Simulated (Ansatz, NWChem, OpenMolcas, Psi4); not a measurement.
## A small benchmark: dipole moment

10 molecules; the dipole moment in D, computed less measured. Shapes, held fixed at every level: PBE0-D4/def2-TZVP; CS, SiS at the measured bond length. No vibrational averaging. Dipoles are compared by magnitude; molecules under 1 D, whose direction can flip, are left out. Programs: Ansatz 0.2.0, NWChem 7.3.0, OpenMolcas 26.06, Psi4 1.11. A level may come from different programs for different species; with the same settings they agree closely. Measured values: NIST CCCBDB.

Levels: A = SVWN5/cc-pVTZ; B = PBE/cc-pVTZ; C = revPBE/cc-pVTZ.

```
                     molecule  measured      A      B      C
       BrF (bromine fluoride)      1.42  -0.14  -0.21  -0.23
      CS (carbon monosulfide)      1.98  +0.02  -0.06  -0.09
       HF (hydrogen fluoride)      1.82  +0.01  -0.04  -0.06
NS (Mononitrogen monosulfide)      1.81  +0.14  -0.03  -0.07
      SiS (SMILES [Si-]#[S+])      1.73  -0.19  -0.24  -0.26
       HCN (hydrogen cyanide)      2.98  -0.02  -0.10  -0.12
     NClO (nitrosyl chloride)      1.90  -0.32  -0.22  -0.18
         CH3Br (bromomethane)      1.81  +0.05  +0.01  +0.01
            CH3N (SMILES C=N)      2.00  -0.10  -0.17  -0.19
          CH4S (methanethiol)      1.52  +0.07  +0.02  +0.01
```

Question: Which level does best on this set, which worst, and which err to one side?

Answer: 
```
         level  kind  mean error  mean absolute error  worst case
 SVWN5/cc-pVTZ   LDA      -0.048                0.106        NClO
   PBE/cc-pVTZ   GGA      -0.104                0.110         SiS
revPBE/cc-pVTZ   GGA      -0.118                0.122         SiS
```

On this set SVWN5/cc-pVTZ has the smallest mean absolute error and revPBE/cc-pVTZ the largest. PBE/cc-pVTZ is too low in 8 of 10; revPBE/cc-pVTZ is too low in 8 of 10. The smallest two are near a tie. The largest two are near a tie. Open shells run unrestricted. Relativity is left out for Br. The set is small.

Going from LDA to PBE lowers the dipole in every molecule except nitrosyl chloride, where it rises, and revPBE continues the shift or leaves it unchanged. Because most PBE values are already too small, the further lowering usually adds to the error. LDA's narrow lead is therefore no sign of a generally better density, and it holds despite the largest single miss in the table, -0.32 D for nitrosyl chloride.

A dipole reflects a balance between charge transfer along the bonds and the lopsided charge of lone pairs, so bond polarity alone does not predict the error. In SiS, transfer towards sulfur is opposed by the silicon lone pair, and a small shift in either changes the net moment noticeably. Nitrosyl chloride has a weak N–Cl bond with some NO⁺Cl⁻ character, which probably makes its dipole unusually sensitive to both the functional and the chosen bond length. The comparison does not show how the ranking would change if each functional relaxed its own geometry.
